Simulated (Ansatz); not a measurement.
The calculation used DFT PBE, scalar-relativistic, plane waves, PAW in Ansatz 0.2.0. Settings: cutoff 420 eV, Γ-centred meshes spaced at most about 0.3 Å⁻¹, and about 0.25 Å⁻¹ or finer for metals (2π included), Gaussian smearing. No spin polarisation in the final relaxations.

All energies are static (0 K, no zero-point motion).

Two forms of MgSn4N were relaxed alike.

A. Space group P4/mmm (No. 123), tetragonal, a = 4.578 Å, c = 6.946 Å. Mg has 8 Sn at 3.05 Å; Sn has 2 N at 2.71 Å, 1 Sn at 2.91 Å, 2 Mg at 3.05 Å and 4 Sn at 3.24 Å; N has 8 Sn at 2.71 Å.

B. Space group P-43m (No. 215), cubic, a = 5.566 Å. Mg is surrounded by 4 Sn at 2.68 Å; around Sn lie 1 N at 2.14 Å and 1 Mg at 2.68 Å; N is surrounded by 4 Sn at 2.14 Å.

Problem. Which form is favoured at zero pressure, and by what margin per atom?

Solution. A is lower, by 51 meV/atom. A has space group P4/mmm (No. 123), 24.3 Å³/atom and no gap on its mesh; B has space group P-43m (No. 215), 28.7 Å³/atom and no gap. Counting Mg or Sn atoms around N (for each partner element, those within 1.25 times its shortest distance or 1.15 times the sum of covalent radii, where it is the nearest in units of that sum or under 1.3; the shortest distance is added where it exceeds 1.18 times the sum of covalent radii), A has N 8 from 2.7 Å and B has N 4. The denser one is the lower, and pressure would at first widen the difference. Even the lower one lies +0.50 eV/atom against the reference forms of the elements (uncorrected), so neither is stable at this level. Both come from invented guesses.

Cells relaxed within their symmetry can be saddle points.

The preference for A doesn't come from stronger Sn–N bonds. Its Sn–N contacts of 2.71 Å are well beyond a normal bond, whereas the 2.14 Å in B is typical of covalent tin–nitrogen bonding. What A gains instead is probably metallic cohesion: its Sn–Sn distances of 2.91 and 3.24 Å resemble those in elemental tin, and nitrogen sits in a roomy cage of the tin framework. The two effects largely offset each other, which would explain the modest energy difference.

The missing gap follows from electron counting, since an odd number of valence electrons per primitive cell can't fill bands completely without spin polarisation.

The positive formation energy also makes chemical sense. Neither form has Mg–N among its shortest contacts, so both forgo the strongly ionic bonding that stabilises magnesium nitride, while the N₂ triple bond must still be paid for. Decomposition into magnesium nitride, tin and nitrogen should therefore be even more favourable than decomposition into the elements.
